The decision is which method to trust for the ionisation energy of Al2H4, and whether a poor Hartree-Fock value calls for a multireference treatment. The gap in the table is the energy needed to take one electron from the singlet neutral molecule and leave a doublet cation, with the atoms held fixed. The molecule is taken as planar, with two hydrogens on each aluminium. A twisted form and hydrogen-bridged isomers lie lower in energy, so the results belong to this shape only. An error of half an electronvolt would spoil most uses of such a number, so it matters which step in the theory removes it.

Vertical ionisation energies of Al2H4, from the neutral singlet to the cation doublet, calculated with Ansatz 0.2.0 at the levels listed and compared with UCCSDT(Q). All levels use the cc-pVDZ basis and the PBE0/def2-TZVP geometry of the neutral molecule, and the correlated wavefunction methods keep the noble-gas cores frozen.

| level | this level less the reference (UCCSDT(Q), same basis) (meV) |
| --- | --- |
| RHF | -505.0 |
| UHF | -573.0 |
| RMP2 | -34.0 |
| UMP2 | -46.0 |
| CISD | -69.0 |
| RCCSD | -3.0 |
| UCCSD | -4.0 |
| RCCSD(T) | 3.0 |
| UCCSD(T) | 4.0 |
| BCCD(T) | 4.0 |
| RCCSDT | -1.0 |
| UCCSDT | -2.0 |
| RCCSDT(Q) | 0.0 |
| CASSCF valence | -547.0 |
| NEVPT2 valence | -278.0 |
| MRCISD valence | -62.0 |
| MRCISD+Q valence | -11.0 |
| PBE | -172.0 |
| r2SCAN | -81.0 |
| PBE0 | -7.0 |
| B3LYP | 12.0 |
| wB97M-V | 100.0 |
| B2PLYP | -15.0 |
| RPA-PBE | 63.0 |

Restricted Hartree-Fock (RHF) puts the gap 505 meV below the coupled-cluster reference. A complete active space calculation over all valence orbitals (CASSCF) is no better, at 547 meV below. Yet second-order perturbation theory on the restricted determinant (RMP2), a much simpler correction, comes within 34 meV. Any explanation has to account for all three.

**First explanation: strong correlation in a weak bond**

The tempting reading starts from the long Al–Al bond. In a stretched bond, one determinant describes the electron pair badly, because it puts both electrons on the same atom too often. The cure is to mix in configurations with the antibonding orbital occupied. If this were the trouble, Hartree-Fock would place the neutral too high and the gap too low, which is the sign seen here.

CASSCF is built for this trouble. It distributes the ten valence electrons over twelve valence orbitals in every possible way, antibonding ones included. The gap nevertheless moves 42 meV further from the reference. The neutral's natural orbitals agree with this verdict: every occupation lies within a tenth of two or of zero.

CASSCF can settle on a higher solution, and a neutral caught in one would also give too small a gap. That is unlikely here. Configuration interaction built on the same active space, with a correction for higher excitations (MRCISD+Q), ends only 11 meV below the reference.

**Second explanation: Hartree-Fock exchange is at fault**

One could also blame exact exchange, the ingredient that Hartree-Fock treats in full. The functionals test this. PBE has no exact exchange and lies 172 meV low; PBE0 replaces a quarter of its exchange by the exact form. If exact exchange pulled the gap down, PBE0 should lie between PBE and unrestricted Hartree-Fock (UHF), and a simple three-to-one blend of their gaps would be 272 meV low.

PBE0 is in fact only 7 meV low, so the exact exchange has raised the gap. The difference is that PBE0 keeps the whole correlation functional of PBE, whereas Hartree-Fock has none. A possible reason for the rise is that PBE lets an electron partly repel itself, an error that need not be equal in the neutral and the cation; the rows do not test this. What drags Hartree-Fock down must then be the correlation it leaves out.

**Third explanation: a pair of electrons loses its partner**

Correlation energy is what electrons gain by avoiding one another beyond what a single determinant allows. It lowers both the neutral and the cation, and only the difference enters the gap. The calculations let this energy be divided into a part that CASSCF recovers inside the valence space and a part that needs orbitals outside it.

The two parts behave quite differently. Inside the valence space the neutral gains 2102 meV and the cation 2144 meV, nearly the same. Outside it the neutral gains 2737 meV but the cation only 2190 meV. The whole error of CASSCF therefore sits in the outer part, usually called dynamic correlation.

The outer part describes how two electrons keep apart at short range. Their mutual avoidance needs functions with extra nodes, which split the space around an atom or a bond more finely than the valence orbitals can. The gain comes pair by pair. The electron that leaves probably comes from the Al–Al σ bond, since that orbital lies about 2 eV above the next one. The electron left behind then has no partner in its own orbital, and every other electron has one neighbour fewer to avoid.

Inside the valence space the cation also has one pair fewer, but it has a hole as well. One electron can drop into the half-empty bond orbital while another is lifted into an empty one. The closed-shell neutral has no such configurations. That they make up for the lost pair is an argument from theory; the numbers show only that the two valence gains come out nearly equal. Similar configurations reach into the outer orbitals as well, and the pair count below leaves them out.

**An estimate by counting pairs**

Suppose that every pair of electrons contributes equally to the outer part. Among $n$ electrons there are $n(n-1)/2$ pairs, so taking one electron from a closed shell removes the fraction

$$
1-\frac{(n-1)(n-2)}{n(n-1)}=\frac{2}{n}.
$$

For $n=10$ valence electrons this is one fifth: 45 pairs become 36. Counting doubly occupied orbitals gives the same fraction, since five become four. Nor does it matter that electrons of opposite spin correlate much more strongly than those of equal spin, because each kind of pair also shrinks by a fifth.

CASSCF leaves out the outer part in both states, so its error in the gap should be

$$
\Delta \approx -\tfrac{1}{5}\times 2737\ \mathrm{meV}\approx -547\ \mathrm{meV}.
$$

The table has the same value. Nothing was fitted, and only energies of the neutral entered the estimate. Agreement to the last digit is still luck, because pairs in different orbitals do not contribute equally.

If the valence gains are taken as equal, the same estimate holds for Hartree-Fock. It falls between the restricted and the unrestricted result, which are 505 and 573 meV low. This is why two methods of such different ambition fail alike: CASSCF adds a large energy, but adds it almost evenly to both states.

A competing rule assigns correlation to electrons instead of pairs, so that ionisation removes one tenth of it. Applied to the total, this gives an error of −484 meV for RHF, which is close. Applied to the outer part, it gives −274 meV for CASSCF, only half of what is found. The pair rule has its own failure: applied to the total, it gives −968 meV for RHF, nearly twice the error found. The CASSCF row thus favours counting pairs for the outer part only, and one molecule cannot establish a rule. The output printed below sets these estimates side by side.

**Where the counting stops working**

Second-order perturbation theory on top of CASSCF (NEVPT2) is the awkward row. It should restore the outer part, yet it raises the gap by only 269 meV, where the pair rule applied to its own correlation energy asks for 356 meV. MRCISD, with the same active space, raises it by 485 meV. The fault therefore lies in the second-order step, used here in its strongly contracted form, which leaves more correlation out of the neutral than out of the cation. The rows do not show how much of this is due to the contraction.

RMP2 shows the opposite kind of imperfection. It still lacks 1233 meV of correlation in the neutral and 1199 meV in the cation, and the two shortfalls almost cancel. By pair counting they should differ by a fifth. The rows do not show why they come out so nearly equal. Its good gap is a balance between two states, not an accurate energy for either.

**What to do with this**

For this molecule, the half-electronvolt error of Hartree-Fock is no sign that a multireference method is needed. What is needed is dynamic correlation, treated evenly in both states. Coupled cluster with single and double excitations already does this: every coupled-cluster row lies within 4 meV of the reference. A CASSCF gap should not be used by itself, however complete its valence space.

These errors are measured within one small basis, and short-range avoidance is the part of the energy that such a basis describes worst. The few millielectronvolts between coupled-cluster levels therefore say nothing about the distance to experiment. The same caution applies to PBE0 and B3LYP, whose close agreement may shift in a larger basis. It applies to wB97M-V too, which lies 100 meV high. A larger basis usually adds more correlation to the neutral than to the cation and so raises the coupled-cluster gap, while functionals tend to change less. Part of the 100 meV may thus belong to the basis and not to the functional.

Disilane, with its Si–Si σ bond, is a natural neighbour. It has fourteen valence electrons, so ionisation removes one seventh of the pairs, but from a larger total. The loss is again about one pair's worth, and the argument leads one to look for a Hartree-Fock gap that is too low by a similar amount, with little help from valence CASSCF.

Printed output of the fit:

```
RHF gap with relaxed orbitals (eV): 8.447
Frozen-orbital estimate less reference (meV): 265.1
Change of the RHF gap by orbital relaxation (meV): -770.1
UHF less RHF gap (meV): -68
CASSCF less RHF gap (meV): -42
Correlation energy of the neutral, all (meV): 4838
Correlation energy of the cation, all, from the gap (meV): 4333
Neutral, part inside the valence space (meV): 2102
Cation, part inside the valence space, from the gap (meV): 2144
Neutral, part outside the valence space (meV): 2737
Cation, part outside the valence space, from the gap (meV): 2190
Share of the RHF gap error removed by RMP2 (percent): 93.27
Share of the neutral correlation energy found by MP2 (percent): 74.52
Energy still missing in MP2, neutral (meV): 1233
Energy still missing in MP2, cation, from the gap (meV): 1199
Per-electron rule, one tenth of all correlation, RHF error (meV): -483.8
Per-electron rule, one tenth of the outside part, CASSCF error (meV): -273.7
Pair rule, one fifth of all correlation, RHF error (meV): -967.7
Pair rule, one fifth of the outside part, CASSCF error (meV): -547.4
NEVPT2 rise over CASSCF, computed (meV): 269
NEVPT2 rise over CASSCF, pair rule (meV): 355.8
MRCISD rise over CASSCF, computed (meV): 485
MRCISD rise over CASSCF, pair rule (meV): 512.6
PBE0 error if the PBE and UHF gaps simply blended three to one (meV): -272.2
PBE0 less PBE gap, computed (meV): 165
Largest size of a coupled-cluster error (meV): 4
```
